**Question: Why does the dearest method give the worst band gap for WSe₂?**

I work on process development and need a quick way to judge layered semiconductors. I had a set of results for WSe₂ sorted by rising cost, and I hoped to see the numbers settle down towards the bottom.

Bulk WSe₂ (P6₃/mmc) by DFT, xTB tight binding and PM7, run with several programs, without spin polarisation or spin–orbit coupling. Gaps are for a common cell relaxed with r2SCAN+rVV10; volumes come from each method's own relaxation or energy curve, and bulk moduli are at fixed cell shape. The xTB rows use a periodic 3 × 3 × 1 cluster of cells at the zone centre.

```tsv
name	kind	band gap (eV)	volume per atom (Å³)	bulk modulus (GPa)	atoms computed
PBE coarse-settings	low cutoff and mesh	1.035	n/a	n/a	6
GFN1-xTB tblite	tight binding	1.988	20.281	123.60	54
PBE	semilocal	1.022	n/a	n/a	6
GFN2-xTB tblite	tight binding	0.920	21.006	74.10	54
r2SCAN	semilocal	1.143	n/a	n/a	6
PBE SZV	small basis	0.849	22.965	107.80	6
PBE DZVP	small basis	1.031	21.273	128.10	6
PM7	semi-empirical	4.985	n/a	n/a	54
```

They don't. The gap jumps about, and the last and most expensive row, PM7, lies far from the rest. The volumes and bulk moduli confuse me too: I thought a crystal that comes out larger should come out softer. What does each kind of method get wrong?

**Answer**

The order of cost is not an order of physical content. PM7 treats a cluster of 54 atoms, where the DFT rows need only the 6 atoms of the unit cell. That adds to its cost, though the tight-binding rows handle as many atoms for less. The times behind your order are also rough, taken on shared machines with different programs and cell sizes. PM7's is about half as long again as that of PBE DZVP, and with times this rough that is too little to show that PM7 is really the dearer method. The extra atoms only stand in for a coarse sampling of the bands. Two things matter more for the gap: how a method treats the response of the other electrons to an added charge, and whether it finds the places in the band structure where the highest filled and lowest empty states lie.

PM7 fails on the first. Its gap is of the Hartree-Fock kind, in which an electron placed in an empty orbital feels the full repulsion of all the electrons already there. In a real crystal those electrons move aside and screen the added charge, which lowers the energy needed to put it there. A gap without this screening comes out far too large, and PM7's is almost five times that of PBE. PBE doesn't compute this response either, but its filled and empty orbitals feel the same potential, so the large offset doesn't arise. Its gaps tend to be too small instead.

GFN1-xTB shows the second issue. In PBE the highest filled state lies at the zone centre Γ and the lowest empty one part of the way from Γ to the zone corner K. The tight-binding cluster of 3 × 3 cells sees Γ and K but misses that minimum, so its gap can only be too large for its own method. This is still not enough to explain GFN1. With the same few points PBE could give at most its direct gap at K, 1.50 eV, and GFN1 lies 0.49 eV above even that.

The same reasoning turns round for GFN2-xTB. Its 0.92 eV is a ceiling, since a finer sampling could only lower it, and this ceiling is already below PBE's 1.02 eV. On the same few points, the two tight-binding methods therefore fall on opposite sides of PBE. The likely cause is their parametrisations, which were made chiefly for molecules, and GFN2's closeness to PBE is no sign that it describes the bands well.

Among the DFT rows the gap is much steadier. PBE with coarse settings, PBE and PBE DZVP agree within 13 meV, about a tenth of the step from PBE to r2SCAN, so neither the coarse settings nor the DZVP basis changes the gap much. Don't read anything into the few meV that remain: the runs differ in their k meshes, and for PBE the gap read off the mesh is already 21 meV larger than the one found along the band path. r2SCAN lies 0.12 eV above PBE on the same cell, and the direct gap at K rises by the same amount. This is an effect of the functional: r2SCAN also depends on the kinetic energy density of the orbitals, so it can act differently on filled and empty states, which usually opens the gap.

For the volume, think of a spring held at the wrong length. All methods were first applied to one common cell, relaxed with r2SCAN plus a dispersion term. A method that prefers a larger crystal shows a positive pressure $P$ there, and the bulk modulus $B$ tells how far the cell must swell to relieve it. Since $B=-V\,\mathrm{d}P/\mathrm{d}V$, a small change of volume is

$$\frac{\Delta V}{V}\approx\frac{P}{B}.$$

Take PBE. Its plane-wave calculation gives 3.345 GPa on the common cell of 20.67 Å³ per atom, and the DZVP row supplies the modulus:

$$V\approx 20.67\left(1+\frac{3.345}{128.1}\right)=21.21\ \text{Å}^3\text{ per atom}.$$

PBE DZVP itself gives 21.27 Å³. The pressure came from a calculation without the DZVP basis, so most of the swelling belongs to PBE and little of it to the basis. The estimate assumes that the cell grows equally in all directions, and the pressure carries some noise from the numerical grid, so the small remainder isn't a precise measure of the basis error. For GFN1 and GFN2, each with its own pressure and modulus, it misses by about 0.02 Å³ or less, which shows that their volumes and pressures are consistent, not that they are right.

Why does PBE want to swell? Its push is strongest across the layers, 4.4 GPa against 2.8 GPa within them. Not all of the push across the layers arises between the sheets, because the W–Se bonds slope out of the plane and press in that direction too. Part of it is missing dispersion, the attraction between fluctuating charges on neighbouring sheets, for which PBE has no term at long range. That can't be all, though. The r2SCAN row was also run without its dispersion term, and its push is 3.2 GPa weaker than PBE's across the layers and 1.4 GPa weaker within them. The rest must come from the way PBE treats shorter distances: it tends to make bonds such as W–Se slightly too long, and it catches less of the medium-range attraction than r2SCAN does. These stresses don't separate the two. If the cell could change shape, PBE would probably push the layers apart more than a uniform swelling suggests, because the space between them gives way easily.

PBE SZV adds an error of its own. It has a single radial function for each valence shell, so the orbitals can't tighten or lean into the W–Se bonds as the atoms approach. Bonds described this way are normally too long and too weak, which fits a volume 8% larger and a modulus 16% lower than with DZVP. The gap falls as well, by 0.18 eV. That can't be blamed on the larger volume, because both gaps were computed on the common cell. So small a basis describes the empty states poorly, and its gaps can be far off in other materials even though this one looks reasonable.

Your rule that larger means softer works for this pair, where the same bonds are described well or badly. It needn't hold across methods, because the volume marks where the energy curve has its minimum and the modulus measures how sharply the curve bends there. PBE DZVP has a larger volume than either tight-binding method and is still the stiffest row. From GFN1 to GFN2 the direction is right, but the modulus drops by 40% for a volume less than 4% larger, so the volume alone is a poor guide to stiffness.

GFN2 also shows what a single volume can hide. On the common cell it wants the sheets wider, with a stress of +2.7 GPa in the plane, and the cell shorter across the layers, with −1.6 GPa. The two tendencies partly cancel in the average, so its volume stays closer to that of the common cell than its shape would.

The moduli need similar care. They were computed at fixed shape, which shrinks the stiff sheets in their plane by the same fraction as the height of the cell, where the soft space between the layers lies. A real crystal under pressure closes that space first, so moduli found this way normally come out higher than with a cell that is free to change shape.

For this crystal, PBE at coarse settings reproduces the gap of careful PBE closely. Its cutoff was below the recommended one, so test this on a few other materials before you use it for quick screening. It is also agreement with PBE, not with experiment. Spin-orbit coupling, left out here, splits the upper valence band at K and could lift its top level towards or above the one at Γ, so it belongs in the calculation before you compare with a measured gap. The differences and volume estimates are in the printed output below.

The analysis program printed:

```
Gap against PBE and volume against the given cell:
                  row  gap_minus_PBE_eV  volume_change_percent
  PBE coarse-settings             0.013                    n/a
      GFN1-xTB tblite             0.966                 -1.882
                  PBE                 0                    n/a
      GFN2-xTB tblite            -0.102                  1.626
               r2SCAN             0.121                    n/a
              PBE SZV            -0.173                   11.1
             PBE DZVP             0.009                  2.917
                  PM7             3.963                    n/a
PBE gap on the mesh minus gap on the path, meV: 21.28
r2SCAN minus PBE, direct gap at K, eV: 0.1165
SZV minus DZVP, gap, eV: -0.182
GFN1 minus GFN2, gap, eV: 1.068
Most that the cluster's k points could add to the PBE gap, eV: 0.4739
GFN1 gap minus PBE direct gap at K, eV: 0.4921
PM7 gap over PBE gap, ratio: 4.878
GFN1 volume estimated from its pressure and modulus, Å³/atom: 20.3
GFN2 volume estimated from its pressure and modulus, Å³/atom: 21.02
PBE volume estimated from plane-wave pressure and DZVP modulus, Å³/atom: 21.21
DZVP volume minus that PBE estimate, Å³/atom: 0.06323
SZV volume above DZVP volume, percent: 7.954
SZV modulus against DZVP modulus, percent: -15.85
GFN2 modulus over GFN1 modulus, ratio: 0.5995
PBE stress along c minus stress in plane, GPa: 1.61
PBE minus r2SCAN, stress along c, GPa: 3.215
PBE minus r2SCAN, stress in plane, GPa: 1.447
```
